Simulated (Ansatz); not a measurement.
# Rb: energy change per atom and pressure as volume scale varies

Plane-wave DFT, scalar-relativistic PAW made under PBE with cores redone for the functional, no dispersion; the given relaxed cell is scaled uniformly, energy at zero smearing counts from the unscaled cell, pressure at the given Fermi-Dirac smearing is positive in compression. The results are calculated, by Ansatz 0.2.0.

The cell before it is scaled or strained (space group Fm-3m, No. 225):
```
Rb
1.0
      0.0000     3.6292     3.6292
      3.6292     0.0000     3.6292
      3.6292     3.6292     0.0000
Rb
1
Direct
  0.00000 0.00000 0.00000
```

Settings of every row: spin polarised no; functional r2SCAN; wave cutoff 500 eV; smearing width 0.1 eV; k mesh 9x9x9.

Atom starting moment: 0 on all atoms.

Limits: the cell comes from a prototype or a list of computed structures and needn't be the stable phase.

| row | volume scale | V (Å³/atom) | energy change per atom (meV) | pressure (GPa) |
| --- | --- | --- | --- | --- |
| 1 | 0.88 | 84.129 | 12.73 | 0.41 |
| 2 | 0.92 | 87.953 | 5.09 | 0.25 |
| 3 | 0.96 | 91.777 | 1.04 | 0.11 |
| 4 | 1.04 | 99.425 | 1.44 | -0.1 |
| 5 | 1.08 | 103.249 | ? | ? |
| 6 | 1.12 | 107.073 | 10.19 | -0.24 |

Question: what energy change per atom and pressure should row 5 give?

Worked fit of energy change per atom. Take u = (V_r/V)^(2/3) − 1 with V_r = 91.777 Å³ an atom, which is twice the finite (Eulerian) strain; such expansions in the strain, on which the Birch-Murnaghan equation of state is built, carry the rest volume and the bulk modulus. The shown rows have u = 0.05972, 0.02878, 0, -0.05196, -0.09766. Least squares give energy change per atom = 1.019 + 86.53 × u + 1844.8 × u² meV; a straight line predicts inner rows, each left out in turn, worse (root mean square 5.3 against 0.084 meV). The rows lie off it by -0.04, 0.05, 0.02, -0.06, 0.03 (root mean square 0.042 meV). The withheld row has u = -0.07552, so the fit gives 1.019 + 86.53 × (-0.07552) + 1844.8 × (-0.07552)² = 5.01 meV.

The calculation gave 4.95 meV. The fit lies 0.06 meV (1.2 % of the value, 0.51 % of the column's range) above it; its largest miss of a shown row is 0.06 meV.

Worked fit of pressure. Take u = (V_r/V)^(2/3) − 1 with V_r = 91.777 Å³ an atom, which is twice the finite (Eulerian) strain; such expansions in the strain, on which the Birch-Murnaghan equation of state is built, carry the rest volume and the bulk modulus. The shown rows have u = 0.05972, 0.02878, 0, -0.05196, -0.09766. Least squares give pressure = 0.11 + 4.49 × u + 9.2 × u² GPa; a straight line predicts inner rows, each left out in turn, worse (root mean square 0.027 against 0.003 GPa). All shown rows lie on it to the printed digit. The pressure vanishes at u = -0.0259, or V = 95.46 Å³ an atom, and there the bulk modulus at fixed shape and fractions is B = −V dP/dV = (2/3)(1 + u) dP/du = 2.61 GPa. The withheld row has u = -0.07552, so the fit gives 0.11 + 4.49 × (-0.07552) + 9.2 × (-0.07552)² = -0.18 GPa.

The calculation gave -0.18 GPa. The fit meets it to the printed digit.
